Short bonds should be rich in electron density at their middle and long ones poor, and two bonds of nearly equal length to the same atom should look alike. The first rule orders the five kinds of bond in this protonated aminosilane correctly. The second fails at silicon, where a small extra length goes with a large loss of density.

Bond critical points (QTAIM) of protonated aminodimethylsilane, (CH₃)₂SiH–NH₃⁺, computed with PySCF 2.14.0 at the PBE0/def2-TZVP level for the gas-phase singlet cation at its GFN2-xTB geometry. Atoms are numbered 1 C, 2 Si, 3 C, 4 N and 5–14 H; the energy density is the sum of its kinetic and potential parts.

```
row  density (a.u.)  first atom  second atom  laplacian (a.u.)  ellipticity  energy density (a.u.)
  1           0.333       4.000       13.000            -1.784        0.014                 -0.492
  2           0.333       4.000       14.000            -1.784        0.014                 -0.492
  3           0.333       4.000       12.000            -1.778        0.014                 -0.491
  4           0.275       1.000        5.000            -0.931        0.013                 -0.276
  5           0.275       3.000       11.000            -0.931        0.013                 -0.276
  6           0.274       1.000        7.000            -0.923        0.013                 -0.275
  7           0.274       3.000        9.000            -0.923        0.013                 -0.275
  8           0.274       3.000       10.000            -0.919        0.013                 -0.274
  9           0.274       1.000        6.000            -0.919        0.013                 -0.274
 10           0.131       2.000        8.000             0.163        0.001                 -0.087
 11           0.123       2.000        3.000             0.132        0.013                 -0.079
 12           0.123       1.000        2.000             0.132        0.013                 -0.079
 13           0.079       2.000        4.000             0.216        0.009                 -0.032
```

Each row describes a bond critical point, the place on the line between two bonded atoms where the density is lowest along the bond but highest across it. The atom numbers show which bond is meant: atom 2 is silicon, atom 4 nitrogen, atoms 1 and 3 carbon, and the rest hydrogen. The two methyl groups are near mirror images, so many rows come in pairs, and the small spread within one kind of bond carries no chemistry.

Rows 1 to 9, the N–H and C–H bonds, are the dense ones. To see why, the density can be split into two parts: what the free neutral atoms would give if they were simply placed side by side, and what is added when they bond. Bonding supplies about 37% of the total in both kinds. N–H is denser mainly because the free atoms already overlap at higher density. The bond is shorter, and its critical point lies only 0.25 Å from the hydrogen nucleus, against 0.39 Å in C–H, so hydrogen itself contributes more there. N–H is not a bond of higher order: the Mayer bond order, which counts shared electron pairs, is 0.89 for N–H and 0.93 for C–H.

At row 10, Si–H, the density falls to less than half of the C–H value. Silicon has large, diffuse valence orbitals and gives up part of their density to more electronegative partners. The critical point therefore lies close to the silicon core, where the thinned valence density of silicon meets the partner's valence shell. Both parts of the density drop in this step, and the free-atom part makes up somewhat more than half of the total fall.

Rows 11 and 12, Si–C, seem to defy the length rule. These bonds are 0.43 Å longer than Si–H, yet their density is only 6% lower. The position of the critical point explains this: it lies 0.72 Å from silicon in Si–H and 0.73 Å in Si–C. Almost all the extra length is on the carbon side, and carbon, being larger than hydrogen, fills it with its own valence density. Bond length is thus a poor guide when the partner changes size.

Row 13, Si–N, is the true exception. It is only 0.09 Å longer than Si–C, but its density is 36% lower. A simple estimate shows what is unusual about it. Take the free-atom density at each silicon bond and add the amount that bonding contributes in Si–C, 0.221 electrons per Å³. Nothing is fitted; Si–C serves as the reference, and the other two bonds are the test.

Si–H: 0.613 + 0.221 = 0.834, computed 0.613 + 0.271 = 0.884
Si–N: 0.549 + 0.221 = 0.770, computed 0.549 − 0.016 = 0.533

For Si–H the estimate is 6% below the computed density, so the estimate works fairly well for this one ordinary bond. For Si–N it is 44% too high. The free atoms would overlap almost as much as in Si–C, but the usual gain on bonding is absent at this point. The slightly negative value should not be read as repulsion. It compares the ion with neutral, spherical atoms at a single point, and stable bonds can show such a shortfall too.

The likely chemical reason is that the nitrogen already uses three of its electron pairs for hydrogen. Its fourth pair is the lone pair of ammonia, which leans towards a silicon centre short of electrons. Ammonia–borane, H₃N–BH₃, is the simpler case of such a dative bond: there too both electrons of the link come from nitrogen. The comparison covers the origin of the pair only, since ammonia–borane is neutral and boron is much smaller than silicon.

Other results of the same calculation support this picture. The bond is longer than Si–C although nitrogen is the smaller atom, and its Mayer order is only 0.68, against 1.06 for Si–C. The three angles between the other bonds at silicon add up to 352°, close to the full turn of a flat centre, as expected if silicon is partly a planar cation with ammonia attached. The NH₃ group carries about half of the positive charge, although the usual formula writes all of it on nitrogen.

Two cautions belong to this row. A polar bond gathers its shared pair near nitrogen, away from the critical point, so polarity alone would also lower the density there; how the loss divides between polarity and a weak dative link remains untested. The Si–N length also comes from a tight-binding geometry of the isolated ion, and a shorter bond would be denser.

The Laplacian column changes sign between rows 9 and 10. The Laplacian is the sum of three curvatures of the density: a positive one along the bond, where the density rises towards both nuclei, and two negative ones across it, where the density falls away from the axis. From C–H to Si–H it rises by 1.09 atomic units, and 0.99 of that comes from the curvatures across the bond. The sign changes mainly because the ridge of density along the axis has become low and broad, much less because the density climbs more steeply towards the nuclei.

Si–N carries this furthest. It has the most positive Laplacian in the table but the smallest curvature along the bond. Its ridge is so weak that even a gentle rise towards the nuclei outweighs it.

A positive Laplacian is often taken as the sign of a bond without shared electrons, yet the energy density is negative in every row, which is usually read as sharing. The two signs are compatible. With G for the kinetic energy density, which is positive, and V for the potential energy density, which is negative, the local virial theorem gives

Laplacian / 4 = 2G + V
energy density = G + V

When the size of V lies between G and 2G, the Laplacian is positive and the energy density negative. All four silicon bonds fall in this window, with V about 1.7 times G in Si–H and Si–C and 1.4 times in Si–N. They are polar bonds with some sharing, and Si–N has the least. The program's output below lists the ratio of V to G, in size, for each row.

For a related bond, three questions give a first guess: how dense are the free atoms where they meet, does each of them bring an electron to share, and how polar is the bond? The second matters in chip making, where aminosilanes are precursors for silicon oxide and nitride films. A proton passed from a surface hydroxyl group to nitrogen turns the amine into a leaving group, and the thin Si–N bond found here fits that step, though a density at one point says nothing about its barrier.

Output of the analysis:

```
Bonds taken apart:
  row  length_A  Mayer_order  free_atoms_e_per_A3  build_up_e_per_A3  build_up_percent  two_curvatures_across_au  curvature_along_au  potential_over_kinetic
    1     1.019        0.886                1.422              0.825             36.71                    -2.582              0.7984                    11.7
    2     1.019        0.886                1.422              0.825             36.71                    -2.582              0.7984                    11.7
    3      1.02        0.886                1.423              0.824             36.67                    -2.578              0.7997                   11.56
    4     1.087         0.93                1.168              0.688             37.07                    -1.435              0.5039                   7.382
    5     1.087         0.93                1.168              0.688             37.07                    -1.435              0.5039                   7.382
    6     1.088        0.932                1.165              0.684             36.99                    -1.421              0.4976                   7.215
    7     1.088        0.932                1.165              0.684             36.99                    -1.421              0.4976                   7.215
    8     1.089        0.926                1.169               0.68             36.78                    -1.414              0.4951                   7.192
    9     1.089        0.926                1.169               0.68             36.78                    -1.414              0.4949                   7.192
   10     1.458        0.964                0.613              0.271             30.66                   -0.4288              0.5918                   1.681
   11     1.885        1.056                0.609              0.221             26.63                   -0.3334              0.4654                   1.705
   12     1.885        1.056                0.609              0.221             26.63                   -0.3334              0.4654                   1.705
   13     1.973        0.676               0.5491             -0.016            -3.001                   -0.2057              0.4217                   1.372
density at N-H over density at Si-N (ratio): 4.215
Si-C longer than Si-H by (A): 0.427
density at Si-C below that at Si-H by (%): 6.107
Si-N longer than Si-C by (A): 0.088
density at Si-N below that at Si-C by (%): 35.77
free-atom part of the density drop from N-H to C-H (%): 64.47
free-atom part of the density drop from C-H to Si-H (%): 57.3
free-atom part of the density drop from Si-C to Si-N (%): 20.18
drop from Si-C to Si-N in free-atom density (e/A3): 0.05993
drop from Si-C to Si-N in build-up (e/A3): 0.237
Laplacian change from C-H to Si-H (a.u.): 1.087
part of it from the curvatures across the bond (a.u.): 0.9943
part of it from the curvature along the bond (a.u.): 0.09299
Laplacian change from Si-C to Si-N (a.u.): 0.084
part from across the bond in Si-C to Si-N (a.u.): 0.1276
part from along the bond in Si-C to Si-N (a.u.): -0.04363
distance of the Si-H critical point from Si (A): 0.7226
distance of the Si-C critical point from Si (A): 0.7314
distance of the Si-N critical point from Si (A): 0.7673
sum of the C-Si-C and two C-Si-H angles (degrees): 351.8
Hirshfeld charge of the whole NH3 group (e): 0.492
```
